Ansatz 0.2.0, plane-wave PAW DFT for hcp Gd, spin-polarised, with the cell relaxed at each level; SOC is spin-orbit coupling. The cutoff is 420 eV (r2SCAN 500 eV), the k mesh 14×14×8 (HSE06 8×8×4) and the Gaussian smearing 0.05 eV. Site moments are taken in spheres, with SOC by Gaussian weights; measured volumes come from tabulated lattice constants.

| compound | level | volume (Å³/atom) | measured volume (Å³/atom) | volume error (%) | largest site spin moment (size) (muB) | magnetic order of the run |
| --- | --- | --- | --- | --- | --- | --- |
| Gd | LDA | 28.91 | 33.2 | -12.8 | 7.16 | antiferromagnetic |
| Gd | PBEsol | 30.63 | 33.2 | -7.6 | 7.22 | antiferromagnetic |
| Gd | PBE | 32.85 | 33.2 | -0.9 | 7.26 | antiferromagnetic |
| Gd | r2SCAN | 33.90 | 33.2 | 2.2 | 7.58 | ferromagnetic |
| Gd | HSE06 | 34.69 | 33.2 | 4.6 | 7.57 | ferromagnetic |
| Gd | PBE+SOC | 33.54 | 33.2 | 1.1 | 6.81 | ferromagnetic |

The six rows describe the same metal, yet the volume per atom runs from 28.91 Å³ in LDA to 34.69 Å³ in HSE06. The lower part of this range, from LDA to PBE, can be estimated by hand from one number that belongs to the functional. The upper part can't, and the reason lies partly in the functionals and partly in the last column. The first three rows are antiferromagnetic and the last three ferromagnetic, so the table has to be read in two stretches.

**From LDA to PBE**

LDA makes the crystal too small by 12.8 % of the measured volume. For an engineer this is an error in density: the ratio 33.2/28.91 is 1.15, so the computed metal is about 15 % too dense. LDA treats each small region as if it were part of a uniform electron gas. A crystal is far from uniform, and it becomes still more uneven as the atoms move apart and the density between them thins out.

A gradient-corrected functional notices this change. In it the exchange energy that LDA gives to each small region, which is negative, is multiplied by a factor that for gently varying densities reads

$$F = 1 + \mu s^2 .$$

Here $s$ measures how steeply the density varies on the scale of the local electron wavelength, and $\mu$ is a fixed number of the functional. A larger $\mu$ lowers the energy most where the density is uneven, and so favours the more open crystal. The gradient term thus acts as an outward pressure.

The rule of thumb follows in two steps. If exchange sets the trend, the additional pressure is to first order proportional to $\mu$. A solid under a small pressure changes its volume in proportion to that pressure, and the more so the softer it is. Together these give a straight line,

$$V = V_\mathrm{LDA} + k\,\mu ,$$

where $V$ is the volume per atom and $k$ contains the softness of the metal and the unevenness of its density. Both differ between substances, so $k$ has to be found anew for each.

For Gd the line is drawn through two rows. LDA has $\mu = 0$ and PBE has $\mu \approx 0.22$, and their volumes differ by 3.94 Å³. Hence $k = 3.94/0.22 = 17.9$ Å³, or about 1.8 Å³ for each 0.1 of $\mu$. Both rows have the same magnetic order, so the slope isn't disturbed by a change of magnetic state. It does carry an uncertainty, not measured here, because LDA was run on an atomic dataset made for PBE. The same holds for the PBEsol volume used as a test below.

**PBEsol, the row that tests the line**

PBEsol took no part in fixing the line and shares the magnetic order of its two end points. Its coefficient is $\mu = 10/81 = 0.123$, a little over half that of PBE. The estimate is therefore

$$V = 28.91 + 17.9 \times 0.123 \approx 31.1\ \text{Å}^3 .$$

The calculation gave 30.63 Å³, so the estimate is 1.6 % too large. The rule puts PBEsol in the right place between its neighbours, but somewhat too close to PBE.

Part of this miss may come from treating the metal as a spring of constant stiffness. A real solid becomes stiffer when it is squeezed, so the first part of an inward push shrinks it more than the last part. Starting from PBE and weakening the gradient term, one then loses volume quickly at first and more slowly on the way to LDA. With a standard stiffening law and an assumed, not fitted, rate of stiffening, the miss falls to 0.6 %.

That improvement makes stiffening plausible but doesn't settle the matter. The correlation energy has a gradient term of its own, which works against that of exchange and also differs between PBEsol and PBE. In PBE the two terms are matched so as to cancel where the density varies only slightly, and the outward pressure comes from steeper regions, where exchange wins. The different balance in PBEsol could shift its volume in the same direction as stiffening does. A single test row can't divide the miss between the two effects.

**PBE and the deceptive agreement**

PBE comes within 0.9 % of the measured volume, and PBE with spin-orbit coupling, at 1.1 %, is practically as close. Plain PBE reaches its value in an antiferromagnetic state, whereas gadolinium orders ferromagnetically, and only below about room temperature. Volumes are as a rule measured at room temperature, so the small error compares an antiferromagnetic crystal with a metal close to losing its own, ferromagnetic order. The measured volume then also includes thermal expansion, which the calculation lacks. For the rule of thumb this does no harm, since the rule compares functionals with one another. For the choice of a functional it matters, because a good volume is no evidence of a good magnetic ground state. The wrong order is a known fault of LDA and of functionals like PBE for this metal, usually traced to empty 4f states that lie too low in energy.

**r2SCAN, the row where the coefficient misleads**

The next row shows how easily the rule can be carried too far. For slowly varying densities r2SCAN is built to have the same gradient coefficient as PBEsol, 10/81. Put into the line, that number again gives 31.1 Å³. The calculation gave 33.90 Å³, so the estimate is now 8.2 % too small, five times the miss for PBEsol.

The coefficient has lost its meaning as a summary of the functional. r2SCAN also uses the kinetic-energy density of the electrons, from which it can tell a covalent bond from the overlap of closed shells or from a nearly uniform metallic region. It treats these regions differently even where density and gradient are the same. One number taken from the gently varying limit can't represent that choice. The rule belongs to functionals that share the formula of PBE and differ mainly in $\mu$. It isn't enough that a functional uses only the density and its gradient: revPBE has the $\mu$ of PBE but lets $F$ grow further in steep regions, and as a rule it gives larger volumes.

A cruder guess does better here: taking the PBE volume unchanged for r2SCAN leaves an estimate 3.1 % too small. Even this remainder can't be charged to the functional alone, because the magnetic order has changed between the two rows. A fairer comparison needs a ferromagnetic PBE crystal, and the last row of the table comes nearest to it.

**The ferromagnetic rows compared with one another**

PBE with spin-orbit coupling is ferromagnetic and has a volume 2.1 % larger than plain PBE. The gradient coefficient is the same in both, so the line has no means of producing this step. At least two things changed at once, the magnetic order and the spin-orbit coupling, and the two rows can't divide the step between them. Nor do they show that spin-orbit coupling cures the wrong order of plain PBE, because the run may simply have kept the order it started from. The stress of the spin-orbit run was also converged only loosely. Its smaller site moment in the table comes at least in part from a different way of assigning the spin density to atoms.

Measured from this ferromagnetic row, r2SCAN is larger by only 1.1 %. The gap between the two functionals thus looks much smaller once the magnetic orders agree, although spin-orbit coupling is still present in one row and absent from the other. HSE06 remains 3.4 % larger than PBE with spin-orbit coupling. It replaces part of the PBE exchange by exact exchange, a change that $\mu$ doesn't describe. Its volume is also less secure, since the mesh is coarse for a metal and the stress was converged only loosely.

The same calculations offer a clue to what else may be at work. Gadolinium has seven 4f electrons of one spin, and the 4f states of the other spin should be nearly empty. In the PBE calculations they hold about 0.11 electrons per atom, with or without spin-orbit coupling, against 0.02 in r2SCAN and less than 0.01 in HSE06. Electrons that leak into these states can take part in bonding and draw the atoms together, so the cleaner 4f shell may help to explain the larger volumes of r2SCAN and HSE06. It can't explain the step from PBE to PBE with spin-orbit coupling, where the leakage hardly changes. Even for r2SCAN and HSE06 the idea remains a conjecture: the functionals differ in other ways too, and no row changes the leakage alone.

**Using the rule**

The printed analysis below lists the estimates of the line, fixed by LDA and PBE, and of the stiffening solid for every row. They suggest a simple way of working. For gadolinium in the antiferromagnetic state and a functional with the formula of PBE, the same upper limit on $F$, a $\mu$ between 0 and 0.22 and a gradient term of correlation that is weakened along with $\mu$, start from the LDA volume, add 1.8 Å³ per 0.1 of $\mu$, and allow about 2 % for error, a margin that rests on the single test row PBEsol. For another metal, keep the order LDA, PBEsol, PBE as a first guess, but take the slope from two calculations on that metal in one magnetic state.

When the functional contains exact exchange or the kinetic-energy density, put the line aside and calculate the volume. Before reading the difference from PBE as an effect of the functional, check that both crystals have the same magnetic order. In this table a change of order, together with spin-orbit coupling, moves the volume by more than the line misses PBEsol.

Output of the analysis:

```
volume gained per 0.1 of mu, angstrom^3/atom: 1.791
volume step LDA to PBE, angstrom^3/atom: 3.94
mu of PBEsol as a share of that of PBE: 0.5612
computed share of the LDA to PBE step reached by PBEsol: 0.4365
Straight line and stiffening solid:
  row      mu  line_A3  line_miss_percent  stiffening_A3  stiffening_miss_percent
   Gd       0    28.91                  0          28.91                 2.22e-14
   Gd  0.1235    31.12              1.603          30.81                   0.5801
   Gd    0.22    32.85                  0          32.85                        0
   Gd  0.1235    31.12             -8.198          30.81                   -9.122
   Gd    0.22    32.85             -5.304          32.85                   -5.304
   Gd    0.22    32.85             -2.057          32.85                   -2.057
Minority 4f electrons per atom and length error:
  row  minority_4f  mean_length_error_percent
   Gd        0.139                     -4.507
   Gd        0.116                      -2.65
   Gd        0.115                    -0.3526
   Gd       0.0203                     0.6979
   Gd       0.0057                      1.474
   Gd       0.1098                     0.3402
line miss for PBEsol, angstrom^3/atom: 0.491
line miss for r2SCAN, angstrom^3/atom: -2.779
miss for r2SCAN if the PBE volume is used instead, percent: -3.097
volume change PBE to PBE+SOC (order changes too), percent: 2.1
volume change PBE+SOC to r2SCAN (both ferromagnetic), percent: 1.073
volume change PBE+SOC to HSE06 (both ferromagnetic), percent: 3.429
volume change r2SCAN to HSE06, percent: 2.33
```
